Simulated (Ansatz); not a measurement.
# Mg: energy change per atom and pressure against volume scale

Results calculated with Ansatz 0.2.0, not measured. Plane-wave DFT, scalar-relativistic PAW made under PBE with cores redone for the functional, no dispersion; the given relaxed cell is scaled uniformly, energy at zero smearing counts from the unscaled cell, pressure at the given Fermi-Dirac smearing is positive in compression.

The cell before it is scaled or strained (space group Im-3m, No. 229):
```
Mg
1.0
     -1.8044     1.8044     1.8044
      1.8044    -1.8044     1.8044
      1.8044     1.8044    -1.8044
Mg
1
Direct
  0.00000 0.00000 0.00000
```

Settings of every row: spin polarised no; functional BLYP; wave cutoff 420 eV; smearing width 0.1 eV; k mesh 14x14x14.

Atom starting moment: 0 on all atoms.

Limits: the cell comes from a prototype or a list of computed structures and needn't be the stable phase.

| row | volume scale | V (Å³/atom) | energy change per atom (meV) | pressure (GPa) |
| --- | --- | --- | --- | --- |
| 1 | 0.88 | 20.68 | 38.96 | 5.07 |
| 2 | 0.92 | 21.62 | 15.72 | 3 |
| 3 | 0.96 | 22.56 | 3.46 | 1.33 |
| 4 | 1.04 | 24.439 | ? | ? |
| 5 | 1.08 | 25.379 | 12.75 | -1.92 |
| 6 | 1.12 | 26.319 | 26.32 | -2.58 |

Question: what energy change per atom and pressure should row 4 give?

Worked fit of energy change per atom. Take u = (V_r/V)^(2/3) − 1 with V_r = 22.56 Å³ an atom, which is twice the finite (Eulerian) strain; such expansions in the strain, on which the Birch-Murnaghan equation of state is built, carry the rest volume and the bulk modulus. The shown rows have u = 0.05972, 0.02878, 0, -0.07549, -0.09764. Least squares give energy change per atom = 3.501 + 277.98 × u + 5259.5 × u² meV; a straight line predicts inner rows, each left out in turn, worse (root mean square 14 against 0.29 meV). The rows lie off it by 0.10, -0.14, -0.04, 0.26, -0.18 (root mean square 0.16 meV). The withheld row has u = -0.05194, so the fit gives 3.501 + 277.98 × (-0.05194) + 5259.5 × (-0.05194)² = 3.25 meV.

The calculation gave 3.58 meV. The fit lies 0.33 meV (9.2 % of the value, 0.93 % of the column's range) below it; its largest miss of a shown row is 0.26 meV.

Worked fit of pressure. Take u = (V_r/V)^(2/3) − 1 with V_r = 22.56 Å³ an atom, which is twice the finite (Eulerian) strain; such expansions in the strain, on which the Birch-Murnaghan equation of state is built, carry the rest volume and the bulk modulus. The shown rows have u = 0.05972, 0.02878, 0, -0.07549, -0.09764. Least squares give pressure = 1.331 + 53.99 × u + 143.3 × u² GPa; a straight line predicts inner rows, each left out in turn, worse (root mean square 0.38 against 0.0089 GPa). The rows lie off it by 0.00, 0.00, 0.00, 0.01, -0.01. The pressure vanishes at u = -0.0265, or V = 23.49 Å³ an atom, and there the bulk modulus at fixed shape and fractions is B = −V dP/dV = (2/3)(1 + u) dP/du = 30.1 GPa. The withheld row has u = -0.05194, so the fit gives 1.331 + 53.99 × (-0.05194) + 143.3 × (-0.05194)² = -1.09 GPa.

The calculation gave -1.07 GPa. The fit lies 0.02 GPa (0.26 % of the column's range) below it; its largest miss of a shown row is 0.01 GPa.
